\section*{RMP2 energy in semicanonical orbitals}

Atomic units and real orbitals are used, and $(pq|rs)$ is in chemists' order. $\Phi_0$ is a high-spin ROHF determinant ($M_S=S$) with closed, open and virtual spatial orbitals. $f^\alpha$ and $f^\beta$ are the unrestricted Fock operators built from its density, so that $f^\beta-f^\alpha$ is the exchange operator of the open shell.

\subsection*{Statement}

Diagonalise $f^\sigma$ separately within the orbitals occupied and within those empty for spin $\sigma$. These semicanonical orbitals, with eigenvalues $\varepsilon$, define $H_0=\sum_p\varepsilon_p\,p^\dagger p$ over spin orbitals, and $V=H-H_0$. Then $E_0+E_1=E_{\rm ROHF}$ and
\begin{equation}
E_2=-\sum_{\sigma}\sum_{ia}\frac{(f^\sigma_{ia})^2}{\varepsilon^\sigma_a-\varepsilon^\sigma_i}
-\frac14\sum_{ijab}\frac{\langle ij\|ab\rangle^2}{\varepsilon_a+\varepsilon_b-\varepsilon_i-\varepsilon_j},
\label{e2}
\end{equation}
where the doubles run over spin orbitals, as in UMP2. (a) $E_2$ does not depend on the ROHF canonicalisation. (b) $\Psi_1$ is in general not an eigenfunction of $S^2$; its components of spin above $S$ contribute nothing to $E_2$ and first appear in $E_3$. The method was given in 1991 by Knowles, Andrews, Amos, Handy and Pople (RMP) and by Lauderdale, Stanton, Gauss, Watts and Bartlett (ROHF-MBPT).

\subsection*{Proof}

Rotations among occupied orbitals of one spin leave $\Phi_0$ unchanged, and every determinant $\Phi_\mu$ of semicanonical orbitals is an eigenfunction of $H_0$ with gap $\Delta_\mu$ above $E_0$. The first-order equation $(H_0-E_0)\Psi_1=-(V-E_1)\Phi_0$ with $\langle\Phi_0|\Psi_1\rangle=0$ gives $t_\mu=-\langle\Phi_\mu|H|\Phi_0\rangle/\Delta_\mu$. The Slater--Condon elements are $f^\sigma_{ia}$ for singles and $\langle ab\|ij\rangle$ for doubles, which yields \eqref{e2}.

(a) Canonicalisations differ by rotations within the closed, open and virtual spaces. These change neither $f^\sigma$ nor the projector $P^\sigma$ on the occupied space of spin $\sigma$. The one-electron operator of $H_0$ is $P^\sigma f^\sigma P^\sigma+(1-P^\sigma)f^\sigma(1-P^\sigma)$, so $H_0$ and every $E_n$ are invariant.

(b) Write $\Psi_1=\Psi_S+\Psi_>$. Since $H_0\Phi_0=E_0\Phi_0$, one has $E_2=\langle H\Phi_0|\Psi_1\rangle$. $H$ commutes with $S^2$, so $H\Phi_0$ has spin $S$ and $E_2=\langle H\Phi_0|\Psi_S\rangle$. The first-order equation also gives
\begin{equation}
\langle\Psi_1|H_0-E_0|\Psi_1\rangle=-E_2 ,
\label{quad}
\end{equation}
and $E_3=\langle\Psi_1|V-E_1|\Psi_1\rangle$ becomes
\begin{equation}
E_3=E_2+\langle\Psi_S|H-E_{\rm ROHF}|\Psi_S\rangle+\langle\Psi_>|H-E_{\rm ROHF}|\Psi_>\rangle .
\label{e3}
\end{equation}

\subsection*{Model: Li $1s^22p$ $^2P$}

The lowest $^2P$ doublet of Li ($Z=3$) is treated with three functions,
\begin{equation}
i\propto e^{-\zeta r},\qquad a=\frac{2\zeta r-3}{\sqrt3}\,i,\qquad x\propto z\,e^{-\eta r},
\end{equation}
all orthonormal, with the assumed exponent $\eta=1/2$ of a $2p$ electron outside a fully screening core. Parity removes the $ix$ and $xa$ Fock elements, so these orbitals are semicanonical for both spins. The remaining ROHF condition is $f^\alpha_{ia}+f^\beta_{ia}=0$. Because $\partial i/\partial\zeta\propto a$, it is the condition $dE/d\zeta=0$ for
\begin{equation}
E=\zeta^2-\tfrac{43}{8}\zeta-\tfrac58+2J_{ix}-K_{ix}.
\end{equation}
With $\beta=\zeta+\tfrac12$, $u=\zeta/\beta$, $A=\zeta^3/\beta^7$, $J_{pq}=(pp|qq)$, $K_{pq}=(pq|pq)$ and $K=(ix|xa)$,
\begin{align}
J_{ix}&=\tfrac14-\tfrac{1}{64\beta^4}-\tfrac{\zeta}{32\beta^5}, & J_{xa}&=J_{ix}-\tfrac{5}{16}A, & J_{xx}&=\tfrac{501}{2560},\nonumber\\
K_{ix}&=\tfrac{7}{24}A, & K&=\tfrac{A(147u-63)}{72\sqrt3}, & K_{xa}&=\tfrac{A(370u^2-294u+63)}{72},\nonumber\\
J_{ia}&=\tfrac{\zeta}{2}, & K_{ia}&=\tfrac{\zeta}{8}, & h_{aa}&=\tfrac76\zeta^2-3\zeta .
\end{align}
The root is $\zeta=2.68609$, carried unrounded, and $E_{\rm ROHF}=-7.35016\,E_h$. In $E_h$: $K_{ix}=1.696\times10^{-3}$, $K=2.841\times10^{-3}$, $K_{xa}=6.309\times10^{-3}$, $J_{xx}=0.19570$, $K_{ia}=0.33576$, $J_{ia}=1.34304$. The orbital energies follow from $\varepsilon_i^\beta=h_{ii}+J_{ii}+J_{ix}$, $\varepsilon_x^\alpha=h_{xx}+2J_{ix}-K_{ix}$, $\varepsilon_a^\alpha=h_{aa}+2J_{ia}-K_{ia}+J_{xa}-K_{xa}$ and $\varepsilon_p^\beta-\varepsilon_p^\alpha=K_{px}$ (with $K_{xx}=J_{xx}$), where $h_{ii}=\zeta^2/2-3\zeta$, $J_{ii}=5\zeta/8$, $h_{xx}=-5/8$:
\begin{center}
\begin{tabular}{lrrr}
$\varepsilon/E_h$ & $i$ & $x$ & $a$\\
$\alpha$ & $-2.52403$ & $-0.12751$ & $2.95111$\\
$\beta$ & $-2.52233$ & $0.06819$ & $2.95742$
\end{tabular}
\end{center}
Four determinants couple to $\Phi_0$. The pair double $i^2\to a^2$ is a doublet by itself and gives $-K_{ia}^2/(\Delta_\alpha+\Delta_\beta)=-10290.9\,\mu E_h$. The other three have $i$, $x$, $a$ singly occupied:
\begin{equation}
\Phi_\alpha=a^\dagger_\alpha i_\alpha\Phi_0,\qquad \Phi_\beta=a^\dagger_\beta i_\beta\Phi_0,\qquad \Phi_d=a^\dagger_\alpha x^\dagger_\beta i_\beta x_\alpha\Phi_0 .
\end{equation}
From $f^\beta_{ia}-f^\alpha_{ia}=K$ and the ROHF condition, their elements with $H\Phi_0$ are $(-\tfrac12,\tfrac12,1)K$. With $\Delta_0=\varepsilon_a^\alpha-\varepsilon_i^\beta=5.47344$ the gaps in $E_h$ are
\begin{equation}
\Delta_\alpha=\Delta_0+K_{ix}=5.47514,\quad \Delta_\beta=\Delta_0+K_{xa}=5.47975,\quad \Delta_d=\Delta_0+J_{xx}=5.66914 .
\end{equation}
Commuting $S_+=\sum_p p^\dagger_\alpha p_\beta$ through the excitation operators, with $S_+\Phi_0=0$, gives
\begin{equation}
S_+(t_\alpha\Phi_\alpha+t_\beta\Phi_\beta+t_d\Phi_d)=-(t_\alpha-t_\beta+t_d)\,a^\dagger_\alpha i_\beta\Phi_0 ,
\label{splus}
\end{equation}
so the quartet with $M_S=\tfrac12$ is $Q=(\Phi_\alpha-\Phi_\beta+\Phi_d)/\sqrt3$. The vector $(-\tfrac12,\tfrac12,1)$ is orthogonal to it, as the proof requires.

\subsection*{A wrong attempt}

The following argument is wrong, and so is its result.
\begin{enumerate}
\item $\Phi_0$ is a doublet and $[H,S^2]=0$, so $H\Phi_0$ is a doublet.
\item Hence $\Psi_1$, generated from $H\Phi_0$, is a doublet and $S_+\Psi_1=0$.
\item The singles are $t_\alpha=K/2\Delta_\alpha=2.595\times10^{-4}$ and $t_\beta=-K/2\Delta_\beta=-2.592\times10^{-4}$. By \eqref{splus} the double needs no equation of its own: $\tilde t_d=t_\beta-t_\alpha=-5.187\times10^{-4}$.
\item Contracting with $H\Phi_0$, the singles give $-0.737$ and the double $K\tilde t_d=-1.474\,\mu E_h$:
\end{enumerate}
\begin{equation}
\tilde E_2^{\rm block}=-\frac34K^2\left(\frac1{\Delta_\alpha}+\frac1{\Delta_\beta}\right)=-2.211\,\mu E_h\qquad\text{(wrong)},
\end{equation}
with no quartet term in $E_3$.

\subsection*{Symptom}

A solution of the first-order equation obeys \eqref{quad}, so the linear and the quadratic form of $E_2$ agree. The attempted amplitudes give
\begin{equation}
-\left(t_\alpha^2\Delta_\alpha+t_\beta^2\Delta_\beta+\tilde t_d^{\,2}\Delta_d\right)=-2.262\,\mu E_h
\end{equation}
against $-2.211\,\mu E_h$ from the linear form. The equation for $\Phi_d$ leaves the residual $\Delta_d\tilde t_d+K=-0.035\,K$. The wrong formula also contains no $\varepsilon_x^\sigma$, although $\Phi_d$ empties $x_\alpha$ and fills $x_\beta$.

\subsection*{The faulty line}

Line 2. $\Psi_1$ is $H\Phi_0$ acted on by the resolvent $-(H_0-E_0)^{-1}$ in the excited space, and $H_0$, built from $f^\alpha\neq f^\beta$, does not commute with $S^2$. For the doublet $D=(-\Phi_\alpha+\Phi_\beta+2\Phi_d)/\sqrt6$, along which $H\Phi_0$ points in this block,
\begin{equation}
\langle Q|H_0|D\rangle=\frac{2J_{xx}-K_{ix}-K_{xa}}{\sqrt{18}}=0.0904\,E_h .
\end{equation}
Three determinants of one spatial occupation receive three different zeroth-order energies, and the resolvent turns part of $D$ into $Q$.

\subsection*{Mended calculation}

Each amplitude is taken from its own equation. The singles stand, and $t_d=-K/\Delta_d=-5.012\times10^{-4}$ contributes $-1.424\,\mu E_h$:
\begin{equation}
E_2^{\rm block}=-K^2\left(\frac1{4\Delta_\alpha}+\frac1{4\Delta_\beta}+\frac1{\Delta_d}\right)=-2.161\,\mu E_h ,
\end{equation}
and the quadratic form now gives the same value. The quartet amplitude is
\begin{equation}
q=\langle Q|\Psi_1\rangle=\frac{K\delta}{\sqrt3}=1.013\times10^{-5},\qquad \delta=\frac1{2\Delta_\alpha}+\frac1{2\Delta_\beta}-\frac1{\Delta_d}.
\end{equation}
It vanishes only if $\Delta_d$ is the harmonic mean of $\Delta_\alpha$ and $\Delta_\beta$. Removing $qQ$ after the equations are solved leaves $E_2$ unchanged, since $\langle Q|H|\Phi_0\rangle=0$. Setting $q=0$ by altering $t_d$ alone also changes the component along $D$, and with it the energy. For $\Phi_0+\Psi_1$ the leading excess of $\langle S^2\rangle$ over $3/4$ is $(\tfrac{15}{4}-\tfrac34)q^2=3.1\times10^{-10}$. $Q$ is the only quartet of this parity in the basis and is degenerate with $a^\dagger_\alpha i_\beta\Phi_0$, which lies $\Delta_0-J_{ia}=4.13040\,E_h$ above $E_{\rm ROHF}$. The last term of \eqref{e3} is therefore $q^2(\Delta_0-J_{ia})=0.42\,{\rm n}E_h$.

\subsection*{Size of the error}

\begin{equation}
\tilde E_2-E_2=-K^2\delta=-0.050\,\mu E_h .
\end{equation}
This is $3.5\%$ of the spin-flip double and $2.3\%$ of the block. The model's total is $E_2=-10.2930\,{\rm m}E_h$ against the wrong $-10.2931\,{\rm m}E_h$, a relative error of $4.8\times10^{-6}$. It is small because the diffuse $2p$ orbital overlaps the core weakly ($K$ small) and because $J_{xx}\ll\Delta_0$; to first order in the splittings $\delta=[J_{xx}-(K_{ix}+K_{xa})/2]/\Delta_0^2$.

Completing the shell with the two other $2p$ functions adds two pair doubles $i^2\to p^2$, together $-1.12\,\mu E_h$. They exceed the error but are pure doublets and enter both totals alike. In the $1s^22s$ ground state parity no longer removes $f^\alpha_{ix}=-(ix|xx)$ and $f^\beta_{xa}=(xa|xx)$, and the semicanonical rotations give $H_0$ further spin-breaking elements. All numbers are the model's: with one radial correlating function its $E_2$ is roughly a quarter of the typical Li correlation energy of about $-45\,{\rm m}E_h$, most of which is $1s^2$ pair correlation that the basis cannot describe.